Question: I model a monatomic Au chain with one 6s orbital per atom, ⟨i|H|i⟩ = α, ⟨i|H|i±1⟩ = β, overlap ⟨i|i±1⟩ = s. Why is the band not a cosine, and how can second-neighbour hopping appear when I put none in?

Answer: four atoms in a ring show it, since three have no second neighbours.

Operators. Let c_i† create orbital i (real orbitals, spin suppressed). Then {c_i, c_j†} = S_ij. The dual operators d_i = Σ_j (S⁻¹)_ij c_j obey {d_i, c_j†} = δ_ij. Inserting 1 = Σ |i⟩(S⁻¹)_ij⟨j| on both sides gives Ĥ = Σ H_ij d_i† d_j: your matrix elements go with the duals. The Löwdin operators b = S^(−1/2) c are canonical, with matrix H′ = S^(−1/2) H S^(−1/2).

The ring. With spacing a, the vectors e^(ikna), ka = 0, ±π/2, π, diagonalise both H and S, so Hv = ESv gives

E(k) = (α + 2β cos ka)/(1 + 2s cos ka).

H and S commute, so H′ = S⁻¹H. Also H = (β/s)S − (t/s)·1 with t = β − αs, hence

H′ = (β/s)·1 − (t/s) S⁻¹.

Shifting the energy zero (H → H + λS) changes α and β but not t. Transforming the eigenvalues 1/(1+2s), 1, 1, 1/(1−2s) back to sites, with D = 1 − 4s²,

(S⁻¹)_00 = (1 − 2s²)/D, (S⁻¹)_01 = −s/D, (S⁻¹)_02 = 2s²/D.

The on-site energy and hoppings of H′ are then ε = α − 2st/D, t1 = t/D and t2 = −2s t1. Sites 0 and 2 are coupled although H_02 = S_02 = 0.

The infinite chain. g_n = (S⁻¹)_0n solves s g_(n−1) + g_n + s g_(n+1) = δ_n0. Trying g_0(−q)^|n| gives sq² − q + s = 0, with decaying root q = (1 − √D)/(2s) for 0 < s < 1/2. The n = 0 equation gives g_0 = 1/(1 − 2sq) = 1/√D. So

(S⁻¹)_0n = (−q)^|n|/√D, t1 = tq/(s√D) = t(1 + 3s² + …), t_(n+1) = −q t_n for n ≥ 1.

As q = s + O(s³), the leading terms are t1 = β − αs, t2 = −s t1 and ε = α − 2st.

Numbers. Assumed inputs: α = −5.0 eV, β = −2.25 eV, s = 0.15, chosen to give a band several eV wide, as is typical for the 6s band of Au chains. Then t = −1.50 eV, D = 0.91, q = 0.1535. The levels are −7.308, −5.000 (twice) and −0.714 eV. The model's width is 4|t|/D = 6.593 eV, lopsided: 2.308 eV below α, 4.286 eV above.

Each row lists ring; chain; leading order.
(S⁻¹)_00: 1.0495; 1.0483
(S⁻¹)_01: −0.1648; −0.1609
(S⁻¹)_02: 0.0495; 0.0247
ε (eV): −4.505; −4.517; −4.550
t1 (eV): −1.648; −1.609; −1.500
t2 (eV): 0.495; 0.247; 0.225

The ring levels lie exactly on the chain band. The ring's matrix elements are sums over periodic images, Σ_m g_(n+4m), so its t2 equals 2(t2 + t6 + …) of the chain: the factor 2 counts both ways round. Leading order falls 7 % short for t1 and 9 % for t2.

Caveat. A direct second-neighbour term t′ = β₂ − αs₂ adds to t2 at first order. As a rough size, assume 1s Slater orbitals, with overlap e^(−ρ)(1 + ρ + ρ²/3), ρ being exponent times distance. Then s = 0.15 means ρ = 4.35, and doubling ρ gives s₂ ≈ 0.006. If t′/t = s₂/s, t′ ≈ −0.06 eV, opposing the induced 0.25 eV. The 5d bands, typically just below the Fermi level in Au chains, are also absent, so these digits are the model's, not gold's.